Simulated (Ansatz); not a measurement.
## CaSi in the CrB-type structure

**What was measured.** A cell as deposited of orthorhombic CaSi (space group Cmcm), temperature not stated, from the Crystallography Open Database (1950), has axes, shortest first, 3.910, 4.590, 10.795 Å and 24.22 Å³/atom.

Computed with Ansatz (plane waves, PAW, 420 eV cutoff): PBEsol, scalar-relativistic, no spin polarisation, Γ-centred 8×8×8 mesh, 0.05 eV Gaussian smearing; PAW files: Ansatz's generated set soft_2.

```
CELL_PARAMETERS angstrom
2.23630 -5.32663 0.00000
2.23630 5.32663 0.00000
0.00000 0.00000 3.86462
ATOMIC_POSITIONS crystal
Ca 0.86059 0.13941 0.25000
Ca 0.13941 0.86059 0.75000
Si 0.56920 0.43080 0.25000
Si 0.43080 0.56920 0.75000
```

The start was a prototype's sites filled with these elements; the Crystallography Open Database holds the compound in this structure.

The cell above was scaled in volume, and shape and atoms were relaxed at each volume within its symmetry. Energies are counted from the cell above.

Cell and atoms are those of this level's equilibrium.

| V (Å³/atom) | ΔE (meV/atom) | P from the stress (GPa) |
| --- | --- | --- |
| 22.097 | 6.95 | 2.51 |
| 22.557 | 1.67 | 1.19 |
| 23.018 | 0.00 | 0.00 |
| 23.478 | 1.57 | -1.07 |
| 23.938 | 6.06 | -2.03 |

Q: Do the energies and the pressures agree? Compare −ΔE/ΔV between neighbouring points (1 meV/Å³ = 0.1602 GPa) with the mean of their pressures.

A: 
| interval (Å³/atom) | −ΔE/ΔV (GPa) | mean P (GPa) |
| --- | --- | --- |
| 22.10 to 22.56 | 1.8 | 1.9 |
| 22.56 to 23.02 | 0.6 | 0.6 |
| 23.02 to 23.48 | -0.5 | -0.5 |
| 23.48 to 23.94 | -1.6 | -1.6 |
They differ by 0.01 GPa at most.

Q: What do the two routes give for V0, B0 and B0′?

A: A third-order Birch–Murnaghan fit of the energies: V0 = 23.02 Å³/atom, B0 = 56 GPa, B0′ = 4.3. A polynomial of P in ln V, with B = −dP/d ln V at P = 0: V0 = 23.02 Å³/atom, B0 = 56 GPa, B0′ = 4.3.

B0·V0 = 56.4 GPa × 23.02 Å³ = 8.10 eV/atom sets the scale: near the minimum ΔE ≈ ½ B0 V0 x², with x = V/V0 − 1, and a pressure of 0.6 GPa squeezes the volume by about 1 %. At the ends of the curve: x = −4.0 % predicts 6.5 meV/atom and the run gives 7.0; x = +4.0 % predicts 6.5 meV/atom and the run gives 6.1. Compression costs more and expansion less than the parabola says, since the crystal stiffens as it shrinks; B0′ measures that.

**Against experiment.** PBEsol gives 3.865, 4.473, 10.653 Å and 23.02 Å³/atom, −5.0 % in volume (−1.7 % in length) from the database's cell. The axes miss by −1.2 %, −2.6 %, −1.3 %. That is a large miss for PBEsol, or the entry is off. The run is a metal.

CaSi is close to a Zintl phase: calcium gives up its valence electrons, and each formally doubly negative silicon completes its octet with two bonds in a zigzag chain. That count alone would allow a gap. The metallic result suggests that Ca d states mix with the chains' π* states and broaden the bands until they overlap, so the ionic picture holds only in part.

The contraction is anisotropic. The chains run along the shortest axis, where covalent Si–Si bonds resist strain, and the largest miss is on the 4.473 Å axis, normal to the chain planes, where softer Ca–Si and interchain contacts set the spacing. The long axis also crosses such contacts yet misses by only −1.3 %, so bond stiffness is not the whole explanation. Thermal expansion probably accounts for only part of the volume difference. The agreement between energies and stresses shows that the equation of state is internally consistent, but can't reveal an error in the functional or the PAW data common to both.
